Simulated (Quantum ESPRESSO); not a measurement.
# Moments and magnetic energies of CuAu-type MnHg between 0.80 and 1.16 of the measured volume, in the LDA

The usual rule of thumb says that stretching a metal strengthens its magnetism, because the bands narrow. "Stronger" can mean a larger moment, a larger energy gained by forming moments, or a firmer preference for one arrangement of them, and these need not move together. We follow all three for MnHg at eight volumes, with the cell shape kept. The label CuAu-type may suggest a lattice close to face-centred cubic, but this cell is a barely stretched CsCl cell, in which each Mn has six Mn neighbours at almost the same distance. Volumes are given relative to the measured cell. The gain is the energy of the unpolarised run less that of the parallel run, and the preference is the energy of the opposed order less that of the parallel one. Both are per Mn atom, and positive values favour the parallel state. The rule holds for the first two quantities and fails for the third, which is measured against a single opposed order.

## How the numbers were made

One system, MnHg (CuAu-type, P4/mmm), 2 atom(s) a primitive cell, from measured cells of the Crystallography Open Database. Quantum ESPRESSO 7.5, plane waves with GBRV 1.5 LDA pseudopotentials, cutoff 544 eV, Fermi-Dirac smearing of 0.1 eV, k meshes whose coarsest spacing along a reciprocal vector is 0.23 to 0.36 1/Å over all runs (2π included). Functional: LDA, no Hubbard U; collinear spins, no spin-orbit coupling. Atoms stay at fixed fractions of the cell and the mesh divisions are held. At each point the moments on Mn are started parallel, opposed (signs +-, cell doubled at q = (0,1/2,1/2) of the reciprocal vectors) and without spin polarisation. Of the opposed order at the middle point, it reverses 4 of 6 magnetic neighbours at 3.29 Å and 8 of 12 magnetic neighbours at 4.65 Å. Runs that did not converge or carry a known fault are not listed. The same in all rows: metal or insulator in the run from the parallel start, judged by its smearing entropy or density of states at the Fermi energy (a gap under a few smearing widths counts as a metal): metal.

Notes on method and selection:

- Each state is what a run reaches from typed starting moments; only a few collinear orders were started, so the lowest found need not be the ground state. Spin-orbit coupling is left out of these energies, which are free energies at the smearing width. A magnetic atom is one that was given a starting moment.
- Site moments count the spin inside each program's own atomic sphere, so they depend somewhat on its radius and leave out the spin between the spheres.
- Quantum ESPRESSO sets the radius of an element's spheres to about 0.41 of its shortest distance to a neighbour, so it changes from cell to cell and the site moment with it.
- A measured moment is set beside the table only where the run ends ferromagnetic and the measured order is ferromagnetic too.
- Runs that did not converge, have known faults or may not be shown are not listed, and runs on Ansatz's PAW sets soft_1 and soft_2 are kept to separate tables.

Columns:

- volume: cell volume over that of the given cell, shape kept.
- moment (μB): largest site spin moment reached from the parallel start.
- moment, opposed (μB): largest site spin moment reached from the opposed start.
- gain, opposed (meV): energy of the run without spin polarisation less that of the run from the opposed start, per magnetic atom.
- magnetic distance (Å): shortest distance between magnetic atoms.
- net moment (μB): net spin moment of that run per magnetic atom.
- magnetic energy gain (meV): energy of the run without spin polarisation less that of the parallel start, per magnetic atom (positive: magnetism is favoured).
- E(opposed) - E(parallel) (meV): energy of the run from the opposed start less that of the parallel start, per magnetic atom (positive: parallel is favoured); blank where a pattern was lost.

Input lines of one member:

```
&SYSTEM
  ecutwfc = 40
  ecutrho = 280
  nbnd = 22
  occupations = 'smearing'
  smearing = 'fd'
  degauss = 0.00734986
  nspin = 2
  starting_magnetization(1) = 0.2333
  starting_magnetization(2) = 0
/
&ELECTRONS
  conv_thr = 4d-09
  mixing_beta = 0.3
/
K_POINTS automatic
8 8 8 0 0 0
```

Command (options for logging and memory left out): `pw.x -in pw.in`

## Table of results

| member | volume | moment (μB) | moment, opposed (μB) | gain, opposed (meV) | magnetic distance (Å) | net moment (μB) | magnetic energy gain (meV) | E(opposed) - E(parallel) (meV) |
| --- | --- | --- | --- | --- | --- | --- | --- | --- |
| 0.8 | 0.80 | 2.86 | 2.91 | 299.6 | 3.052 | 2.90 | 418.1 | 118.5 |
| 0.86 | 0.86 | 3.22 | 3.25 | 517.9 | 3.127 | 3.28 | 621.1 | 103.2 |
| 0.92 | 0.92 | 3.44 | 3.49 | 738.3 | 3.198 | 3.50 | 825.5 | 87.2 |
| 0.96 | 0.96 | 3.57 | 3.62 | 880.5 | 3.244 | 3.62 | 956.8 | 76.4 |
| 1 | 1.00 | 3.69 | 3.72 | 1017.0 | 3.288 | 3.75 | 1084.8 | 67.8 |
| 1.05 | 1.05 | 3.82 | 3.83 | 1178.9 | 3.342 | 3.87 | 1238.8 | 60.0 |
| 1.1 | 1.10 | 3.92 | 3.92 | 1331.0 | 3.394 | 3.99 | 1385.4 | 54.4 |
| 1.16 | 1.16 | 4.03 | 4.03 | 1501.5 | 3.455 | 4.09 | 1551.0 | 49.5 |

Least-squares fits to the whole series, with x = volume; R² and errors in the fitted variable (y, or ln y where the fit is in ln y):

| y | members | fit | R² | rms residual | leave-one-out rms | the same for the mean of the others |
| --- | --- | --- | --- | --- | --- | --- |
| net moment (μB) | 8 | y = −5.1480 + 14.878 x − 5.9711 x² | 1.00 | 0.024 | 0.058 | 0.42 |
| E(opposed) - E(parallel) (meV) | 8 | y = 611.13 − 901.92 x + 359.74 x² | 1.00 | 1.0 | 2.4 | 26 |

## Interpretation

From volume 0.80 to 1.16 the net moment rises at every step, from 2.90 to 4.09 μB per Mn, and the gain rises from 418.1 to 1551.0 meV. The preference for parallel moments over the opposed order falls at every step, from 118.5 to 49.5 meV. That order reverses 4 of the 6 near Mn neighbours and 8 of the 12 next ones, so its energy mixes the two couplings. A positive value therefore does not show that near neighbours by themselves favour parallel moments.

A Stoner model with a stabilising fourth-order term describes the first two. It rests on four assumptions.

1. Exchange within the Mn atom lowers the energy by $Im^2/4$, where $m$ is the moment in μB and $I$ does not depend on volume.

2. Making the moment moves $m/2$ electrons from one spin to the other. In a flat d band of width $W$, with five states per spin, this costs $m^2W/20$.

3. The band is finite and not really flat, which we represent by a term $bm^4$ with constant $b>0$. Relative to the unpolarised state,

$$E(m)=-\left(\frac{I}{4}-\frac{W}{20}\right)m^2+bm^4 .$$

4. Tight-binding theory gives d–d hopping that falls as the fifth power of distance. At fixed shape the width then follows the relative volume $v$ as $W=W_1v^{-5/3}$, where $W_1$ is the width at $v=1$.

Setting $dE/dm=0$ gives $m^2=(I/4-W/20)/(2b)$. Putting this back into $E(m)$ gives the gain, $G=-E=bm^4$. Measured from the moment $m_1$ at $v=1$, the model reads

$$m^2=m_1^2-Q\,(v^{-5/3}-1),\qquad Q=\frac{W_1}{40b},\qquad G=bm^4 .$$

The three parameters are $m_1$, $Q$ and $b$. Expansion narrows the band and makes it cheaper to transfer electrons between the spins, so the moment grows. The gain grows faster because it goes as the fourth power of the moment.

## Testing the model

We fix the model on the members 1 and 1.16, using net moments. Member 1 gives $m_1^2$ = 3.75² = 14.06 μB² and $b$ = 1084.8 / 3.75⁴ = 5.486 meV/μB⁴. At 1.16 the factor $v^{-5/3}$ is 1.16^(−5/3) = 0.7809, so $Q$ = (4.09² − 3.75²) / (1 − 0.7809) = 12.17 μB². The implied band width at volume 1 is 40 × 5.486 × 12.17 = 2671 meV, or about 2.7 eV, a reasonable size for a 3d band.

**Volume 0.80**, factor 0.80^(−5/3) = 1.4505:
- $m^2$ = 14.06 − 12.17 × (1.4505 − 1) = 8.58, so $m$ = 2.93 μB (table 2.90).
- $G$ = 5.486 × 8.58² = 404 meV (table 418.1).

**Volume 0.86**, factor 0.86^(−5/3) = 1.2858:
- $m^2$ = 14.06 − 12.17 × (1.2858 − 1) = 10.58, so $m$ = 3.25 μB (table 3.28).
- $G$ = 5.486 × 10.58² = 614 meV (table 621.1).

**Volume 0.92**, factor 0.92^(−5/3) = 1.1491:
- $m^2$ = 14.06 − 12.17 × (1.1491 − 1) = 12.25, so $m$ = 3.50 μB (table 3.50).
- $G$ = 5.486 × 12.25² = 823 meV (table 825.5).

**Volume 1.10**, factor 1.10^(−5/3) = 0.8531:
- $m^2$ = 14.06 − 12.17 × (0.8531 − 1) = 15.85, so $m$ = 15.85^(1/2) = 3.98 μB (table 3.99).
- $G$ = 5.486 × 15.85² = 1378 meV (table 1385.4).

Over all rows not used to fix the quantity concerned, the typical miss is 0.02 μB in the moment and 9 meV in the gain. The scatter of the table about its mean is about 0.37 μB and 360 meV.

## Outliers

Largest departures from the fit to the whole series:

| member | net moment (μB) | fit | computed − fit | in rms residuals |
| --- | --- | --- | --- | --- |
| 0.86 | 3.28 | 3.23 | +0.05 | 2.1 |
| 0.8 | 2.90 | 2.93 | −0.03 | 1.4 |
| 1.05 | 3.87 | 3.89 | −0.02 | 0.9 |
| 1.16 | 4.09 | 4.08 | +0.01 | 0.6 |

The weak assumption is the constant $b$. With the table's own moment at 0.80, the model gives 5.486 × 2.90⁴ = 388 meV, which is 30 meV below the computed 418.1. At 0.86 the same step gives 5.486 × 3.28⁴ = 635 meV, 14 meV above the computed 621.1. Since the sign changes between neighbouring volumes, a steady drift of $b$ would not repair this. Structure in the density of states passing the Fermi level is a possible cause.

The larger failure concerns the order of the moments. The model gives one moment and one gain at each volume, so it allows no preference, while the table has 118.5 meV at 0.80 and 49.5 meV at 1.16. Could a difference in moment between the two states account for this?

At 0.80 it could not. The opposed state would need the smaller moment, but its site moment is the larger, 2.91 against 2.86 μB, and it stays the larger when the magnitude of the spin density is summed over the whole cell.

At 1.16 the answer is less clear. Because the gain goes as the fourth power of the moment, a moment smaller by only 4.09 × 49.5 / 1551.0 / 4 = 0.03 μB would lower it by the whole preference. The site moments are equal at 4.03 μB, but they leave out the spin between the spheres. Summed over the whole cell as before, the parallel state has the larger moment per Mn at this volume and at 1.10, by enough for the model to cover the whole preference.

The model does not say why two orders should differ, in moment or in energy, because it leaves out the coupling between Mn atoms. This coupling depends on hopping, directly or through Hg, and hopping weakens as the Mn–Mn distance grows from 3.052 to 3.455 Å. That may be why the preference falls, but the series does not test it: hopping and moment change together, and one opposed order cannot separate the couplings to near and next neighbours.

## Summary

Between 0.80 and 1.16 of the measured volume, expansion enlarges the Mn moment and the energy gained by forming it, while the preference for parallel over this one opposed order weakens. Other orders were not started, among them the one that reverses all six near neighbours, an obvious rival on so nearly cubic a lattice. The parallel state is thus only the lower of two. The measured magnetic order is not compared here, and these results do not say which order the real compound takes.

Two matters affect the absolute values. Gradient corrections to the LDA usually raise the gain and may shift the preference in either direction. The choice of volume also counts: the LDA favours a smaller cell than the measured one, and going from 1.00 to 0.92 already lowers the gain by 1084.8 − 825.5 = 259.3 meV and the net moment by 3.75 − 3.50 = 0.25 μB, while it raises the preference by 87.2 − 67.8 = 19.4 meV.

[Logs are printed without paths, hosts, clocks, repeated set-up lines and the standing remarks that a program may print on its own settings, such as how far it seeks lower states.]
